## Strain alone gives the wrong picture

Rings of three or four carbon atoms are strained, while simple open chains are nearly free of strain. The naive ranking of these isomers therefore puts the two chains at the bottom, the four-membered ring about 30 kcal/mol higher and the three-membered rings more than 50 kcal/mol higher. Those are rough textbook strain energies, and they are worth remembering. So is a third size: a carbon–carbon single bond is worth roughly 30 kcal/mol more than the third bond of a triple bond.

Isolated, neutral C₄H₃F₃ isomers, calculated with Ansatz 0.2.0 (density functional) and xtb 6.7.1 (GFN2-xTB). The functional column gives r2SCAN-D4/def2-SVP single-point energies at geometries optimised with GFN2-xTB. Each energy column is measured from its own lowest structure.

| structure | energy above the lowest, functional (kcal/mol) | energy above the lowest of its own list, GFN2-xTB (kcal/mol) | heavy atoms with their hydrogens, and links | spin multiplicity |
| --- | --- | --- | --- | --- |
| 2 | 0.000 | 8.410 | CH2(1) C(2) CH(3) C(4) F(5) F(6) F(7); links 1-2, 2-3, 3-4, 4-5, 4-6, 4-7 | 1 |
| 4 | 2.080 | 0.000 | C(1) CH(2) C(3) CH2(4) F(5) F(6) F(7); links 1-2, 2-3, 1-4, 3-4, 1-5, 3-6, 3-7 | 1 |
| 5 | 2.520 | 3.720 | CH3(1) C(2) C(3) C(4) F(5) F(6) F(7); links 1-2, 2-3, 3-4, 4-5, 4-6, 4-7 | 1 |
| 1 | 14.160 | 22.370 | C(1) CH(2) CH(3) CH(4) F(5) F(6) F(7); links 1-2, 2-3, 2-4, 3-4, 1-5, 1-6, 1-7 | 1 |
| 3 | 19.300 | 27.010 | C(1) C(2) CH(3) CH2(4) F(5) F(6) F(7); links 1-2, 2-3, 2-4, 3-4, 1-5, 1-6, 1-7 | 1 |

The links identify the molecules. Structure 2 is an allene, CF₃–CH=C=CH₂, and structure 5 an alkyne, CF₃–C≡C–CH₃. Structure 4 is 1,3,3-trifluorocyclobutene. Structures 1 and 3 are cyclopropenes that carry CF₃ on the saturated carbon and on a doubly bonded carbon, respectively.

With the density functional, the four-membered ring lies level with the chains, within about 2.5 kcal/mol. The cyclopropenes do stand apart, but only 14 and 19 kcal/mol above the lowest structure. Something repays most of the strain.

## What a ring gains by closing

An isomer can't close a ring for nothing: with the same atoms, it must give up a $\pi$ bond, one part of a multiple bond. In exchange it gets one more single bond along the carbon skeleton. The sideways overlap in a $\pi$ bond is weaker than the head-on overlap in a $\sigma$ bond, so this exchange releases energy. Strain is the price paid for it.

The alkyne has one triple and two single carbon–carbon bonds. Each of the three rings has one double and three single ones. All five molecules have three C–H and three C–F bonds, so to a first approximation these cancel. The energy of a ring above the alkyne is then

$$\Delta E \approx S-(D_\sigma-D_\pi),$$

where $S$ is the ring strain, $D_\sigma$ the energy of a carbon–carbon single bond and $D_\pi$ that of the third bond of the alkyne.

Rough textbook values are 83 kcal/mol for $D_\sigma$ and 54 kcal/mol for $D_\pi$, so closing the ring gains 29 kcal/mol. Cyclobutene pays about 30 for its strain and ends up $30-29=1$ kcal/mol above the alkyne. Cyclopropene pays about 54 and ends up $54-29=25$ kcal/mol above it. No energy in the table was used to choose these numbers.

## How far the estimate carries

The estimate separates the cyclopropenes from cyclobutene and the alkyne; it says nothing about the allene. The functional puts cyclobutene 0.4 kcal/mol below the alkyne, which is a near tie, as in the estimate. That match may be partly luck, because the estimate ignores that the fluorines sit on two carbons in cyclobutene and on one in the alkyne. The functional puts the cyclopropenes 12 and 17 kcal/mol above the alkyne, clearly higher but well short of 25. GFN2-xTB, a fast tight-binding method, comes closer for them, with 19 and 23 kcal/mol.

A small difference between large average bond energies is easily wrong by 10 kcal/mol, about the size of the misses for the cyclopropenes against the functional. The estimate can therefore tell a three-membered from a four-membered ring, but it can't order structures that lie 2 kcal/mol apart. It also treats every carbon as an equally good place for fluorine.

Rough formation enthalpies of the fluorine-free parent hydrocarbons give the same two groups. Relative to the alkyne, they put the allene and cyclobutene 4 and 2 kcal/mol higher and methylcyclopropene 23 kcal/mol higher, with one value used for both positions of the methyl group. The skeleton thus sets the broad order. Against the functional, however, this comparison is off by up to 11 kcal/mol, most of all for structure 1.

## Why the two cyclopropenes differ

Structures 1 and 3 have the same ring, the same numbers of bonds and the same CF₃ group. Only the position of that group differs, yet structure 1 is lower by 5.1 kcal/mol with the functional and by 4.6 with GFN2-xTB. The simple estimate gives both the same energy, so this gap has to come from the position.

Hybridisation offers a likely reason, though these energies alone don't test it. A doubly bonded carbon in a small ring puts much s character into its outward bond. Electrons in s orbitals are held close to the nucleus, so this carbon itself pulls on electrons. CF₃ pulls too, and it is better placed on the saturated carbon, which gives up electrons more readily. An alkyl group can steady a double bond by donating electrons to it; CF₃ is poor at that.

## Why the levels disagree on the lowest structure

Each energy column has its own zero, so only differences within a column can be compared. GFN2-xTB makes cyclobutene the lowest and puts the allene 8.4 kcal/mol above it. The functional puts the allene 2.1 kcal/mol below cyclobutene. Had a tight-binding screen of this list kept only structures within 5 kcal/mol of its minimum, it would have discarded the functional's lowest one.

The change has a pattern. Measured from cyclobutene, the functional places the allene and both cyclopropenes about 10 kcal/mol lower than GFN2-xTB does, and the alkyne about 3 lower. Cyclobutene is the only molecule whose fluorines are split between two carbons. Fluorines on one carbon stabilise each other, because a lone pair on one can spread into the antibonding orbital of a neighbouring C–F bond. Perhaps the two methods value this effect differently, but with a single molecule of the split kind that remains a guess.

The alkyne breaks the pattern, and its place relative to the allene is doubtful. GFN2-xTB puts the alkyne 4.7 kcal/mol below the allene, as the parent hydrocarbons suggest, while the functional puts it 2.5 above. The argument used for the cyclopropenes would allow a real reversal, since a triply bonded carbon is richer still in s character and a poor place for CF₃. But many density functionals also make neighbouring double bonds, as in allenes, too stable compared with a triple bond. These energies can't separate the two causes.

## What the ranking can decide

The gap between the cyclopropenes and the rest appears at both levels and fits the larger strain of a three-membered ring. The order among allene, cyclobutene and alkyne is open. Letting structure 1 relax with the functional, instead of keeping its GFN2-xTB shape, lowers it by 1.1 kcal/mol, more than the 0.4 that separates cyclobutene from the alkyne. The small basis set and the neglect of zero-point motion matter at this scale too. An isomer outside this list may also lie lower than all five.

For a related set of isomers, the same reasoning can serve as a first guess, in two steps. First weigh the strain of each ring against the roughly 30 kcal/mol gained by closing it from an alkyne. Then look at which carbon carries the electron-withdrawing group, which is worth about 5 kcal/mol between the two cyclopropenes.
